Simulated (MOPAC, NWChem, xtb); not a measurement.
SiH2SF (SMILES F[SiH2][S]): the dipole moment, rung by rung

SiH2SF has 5 atoms, charge 0, and is taken as a doublet. SMILES: `F[SiH2][S]`. The shape is that of a PBE0-D4/def2-TZVP optimisation.

Quantity: the dipole moment, in D. The values are calculated.

```tsv
level	kind	program	value (D)	CPU time
AM1	semi-empirical	MOPAC	1.86	under 2 s
PM7	semi-empirical	MOPAC	1.76	under 2 s
GFN0-xTB	semi-empirical	xtb	0.80	under 2 s
GFN1-xTB	semi-empirical	xtb	1.54	under 2 s
UHF/MINI	Hartree–Fock	NWChem	1.06	1.1 s
UHF/DGauss-DZVP	Hartree–Fock	NWChem	1.61	9.8 s
UHF/MIDI!	Hartree–Fock	NWChem	1.05	2.4 s
UHF/jorge-DZP	Hartree–Fock	NWChem	1.46	13 s
UHCTH/407/6-31G* (Cartesian functions)	GGA	NWChem	1.33	49 s
UB3LYP/MINI	global hybrid	NWChem	0.77	2.3 s
```

The values span 0.77 to 1.86 D. Magnitudes only: a small dipole may point the other way at some levels. CPU times are rough (shared hosts, several kinds of processor): they show what a rung costs within a factor of a few.

The dipole is modest for a molecule with such polar bonds because it is a vector sum around a roughly tetrahedral silicon. Fluorine and sulfur both draw electron density from silicon, but the hydridic hydrogens carry negative charge on the opposite side and offset part of their pull. Small changes in the charge assigned to any one substituent therefore shift the total noticeably.

Within Hartree–Fock, the two DZP-quality sets give 1.46 and 1.61 D, well above the minimal MINI basis. The near-identical MINI and MIDI! values are thus no sign of convergence, and since MIDI! is already split-valence, basis size alone does not order the results. In the MINI basis, B3LYP lowers the dipole from 1.06 to 0.77 D, probably because Hartree–Fock exaggerates the ionicity of the Si–F and Si–S bonds. The HCTH value cannot be read as a correlation effect in the same way, as its basis differs too. The results support a clearly polar radical, but not a preferred value within the range.
